SnSe₂ (P-3m1) computed with SIESTA 5.4.2 using PBEsol-D4, PseudoDojo 0.4 standard norm-conserving potentials and a DZP basis (energy shift 0.002 Ry), without spin polarisation or spin–orbit coupling. The k mesh is 8×8×5, the mesh cutoff 500 Ry and the Fermi–Dirac smearing 0.05 eV. Cell shape and fractional coordinates are fixed; energies are relative to the fitted minimum.

| volume (Å³/atom) | energy (meV/atom) |
| --- | --- |
| 24.18 | 101.92 |
| 24.70 | 70.43 |
| 25.21 | 45.70 |
| 25.73 | 27.00 |
| 26.24 | 13.52 |
| 26.76 | 4.91 |
| 27.27 | 0.69 |

The volume is per atom, and the energy is counted from the minimum of a curve fitted to the same seven rows. The differences and fits used below are printed after the text.

**From 24.18 to 24.70: what does the drop in energy measure?**

It measures the pressure, averaged over all directions, needed to hold the crystal at that size and shape. If E is the energy and V the volume, the pressure is P = −dE/dV, the energy the crystal gives up per unit of volume it gains. The volume step is 2 % of the given cell, or 0.515 Å³ per atom, and 1 meV/Å³ equals 0.160 GPa. The first step therefore gives P ≈ 31.49/0.515 × 0.160 ≈ 9.8 GPa, which belongs to the middle of the step. Only a difference of two energies enters, so the choice of zero has no influence.

**From 24.70 to 26.76: is the crystal equally stiff all the way?**

No, it softens as it grows. Shrinking energy steps alone would not show this, because the steps shrink on the way to any minimum. What matters is how fast the pressure itself falls, expressed by the bulk modulus B = −V dP/dV. It drops from about 101 GPa at 24.70 to about 71 GPa at 26.76.

The cause is the familiar asymmetry of chemical bonds. When atoms are pushed together, the repulsion between their overlapping electron clouds grows faster than the attraction, so the crystal resists more strongly than a spring of constant stiffness would. On expansion the same effect runs backwards. In this scan the Sn–Se bonds lengthen from 2.62 to 2.73 Å between the smallest and the largest cell, and the gaps between the layers widen by the same fraction. Both should contribute to the softening, but the energies alone do not separate their shares. Expressed against pressure, the modulus rises by roughly 4.4 GPa for each GPa applied. The fall from row to row is uneven, but a scatter of a few hundredths of a meV in the energies already moves a local modulus by about 1 GPa.

**At 25.73: is the given cell at rest?**

Not in this calculation. The energies on either side, 45.70 and 13.52 meV/atom, still slope downwards through this row. Their difference over two volume steps corresponds to a pressure of 5.0 GPa. Left free to change its volume, the model crystal would expand.

**From 26.76 to 27.27: has the scan reached the minimum?**

It has come close, but the last row is only the lowest of the computed energies. Halfway through the final step the pressure is still 1.3 GPa, about half of what it was one step earlier. Continuing that fall in a straight line brings the pressure to zero at 27.51 Å³ per atom, beyond the last row. If the pressure curve keeps flattening, as it does along the whole scan, the true crossing lies somewhat farther out.

**Beyond 27.27: how much depends on the curve that is drawn?**

The volume depends on it a little, the modulus a great deal. Take the simplest minimum, E = E₀ + k(x − x₀)², where x is some power Vⁿ of the volume. Differentiating three times gives the rate at which the modulus rises with pressure at the minimum: dB/dP = 2 − 3n. A spring that is harmonic in length has n = 1/3 and a rate of 1. The second-order Birch–Murnaghan form has n = −2/3 and a rate of 4, so it contains most of the stiffening that the rows display.

Both forms have three adjustable constants, and both were fitted to all seven rows. The spring puts the minimum at 27.39 Å³ per atom, but its lowest possible energy lies above the energy computed at 27.27. A minimum that is higher than a computed point is a visible contradiction. The Birch–Murnaghan form follows the rows much more closely and puts the minimum at 27.54 Å³ per atom.

The modulus at the minimum reacts more strongly, because it is a curvature and has to be carried past the end of the data. The spring gives 79 GPa and the Birch–Murnaghan form 64 GPa. The calculation's own fit, which also leaves the rate of stiffening free, gives 61 GPa. A form with too little softening on expansion thus overstates how stiff the model crystal is at rest.

**Which digits can be trusted?**

Energy differences between rows are smooth to a few hundredths of a meV per atom, so even the smallest step is well resolved. The zero of energy is less certain. The table puts the last row 0.69 meV/atom above the minimum, while the Birch–Murnaghan form puts it 0.46 above. Such a shift moves all rows together and leaves their differences alone. For the minimum, a volume of about 27.5 to 27.6 Å³ per atom and a modulus slightly above 60 GPa are as much as these rows support at the chosen settings.

**What would change if the shape of the cell were free?**

The crystal should become softer. SnSe₂ consists of layers held together by weak forces, and a real sample under pressure can narrow the gaps between layers more than it shortens the strong Sn–Se bonds. Here the proportions of the cell and the relative positions of the atoms in it are fixed, so bonds and gaps must shrink by the same fraction. Letting both adjust at each volume can only lower the energy, and around a relaxed minimum this makes the curve flatter. The modulus found here is therefore that of a crystal forced to keep its shape.

**Does SnSe₂ really want to be this large?**

That is doubtful. The calculation's own minimum lies 2.3 % in length beyond the given cell, whose edges are close to the measured ones. PBEsol usually comes within about 1 % of measured lengths along strongly bonded directions, such as those within the layers. The modest atomic-orbital basis is a suspect, since too few functions can lengthen bonds, but that is a guess until the scan is repeated with a larger basis or with plane waves and the same potentials. The fixed shape may shift the minimum as well, which a scan with relaxed cells would show.

The smoothness of the curve offers no protection here, because an error that varies smoothly with volume can move the minimum without leaving any scatter. It would also affect the 5.0 GPa found at 25.73: that pressure is a sound reading of the computed curve, but it may reflect the basis more than the crystal. A repeated scan should extend past 27.6 Å³ per atom unless the minimum moves inwards, so that the curvature is measured on both sides.

The analysis program printed:

```
Differences (step ends at this row; modulus belongs to the previous row):
    row  step_meV  pressure_GPa  modulus_GPa  pressure_there_GPa
   24.7    -31.49         9.806          n/a                 n/a
  25.21    -24.73         7.701          101               8.753
  25.73     -18.7         5.823        92.01               6.762
  26.24    -13.48         4.198        81.27                5.01
  26.76     -8.61         2.681        77.34               3.439
  27.27     -4.22         1.314        71.08               1.998
Pressure at the given volume by central difference, GPa: 5.01
Slope of local modulus with pressure, first to last: 4.434
Change of local modulus if one central energy moves by the fit rms, GPa: 0.9529
Volume of zero pressure by straight continuation, A3/atom: 27.51
fit of energy on 7 rows: constant 26.91 +/- 0.27, coefficient of y -2464 +/- 13, coefficient of y*y 58381 +/- 1131; rms 0.349, worst 24.7 0.438, leave-one-out rms 0.935
Spring minimum, A3/atom: 27.39
Spring modulus at its minimum, GPa: 79.13
Last row above spring minimum, meV/atom: -0.2265
fit of energy on 7 rows: constant 26.93 +/- 0.058, coefficient of x 1206 +/- 1.4, coefficient of x*x 13607 +/- 61; rms 0.0761, worst 24.7 0.116, leave-one-out rms 0.198
Birch minimum, A3/atom: 27.54
Birch modulus at its minimum, GPa: 64.28
Last row above Birch minimum, meV/atom: 0.4647
Length change to the reported minimum, percent: 2.347
Sn-Se bond in smallest cell, A: 2.624
Sn-Se bond in largest cell, A: 2.732
```
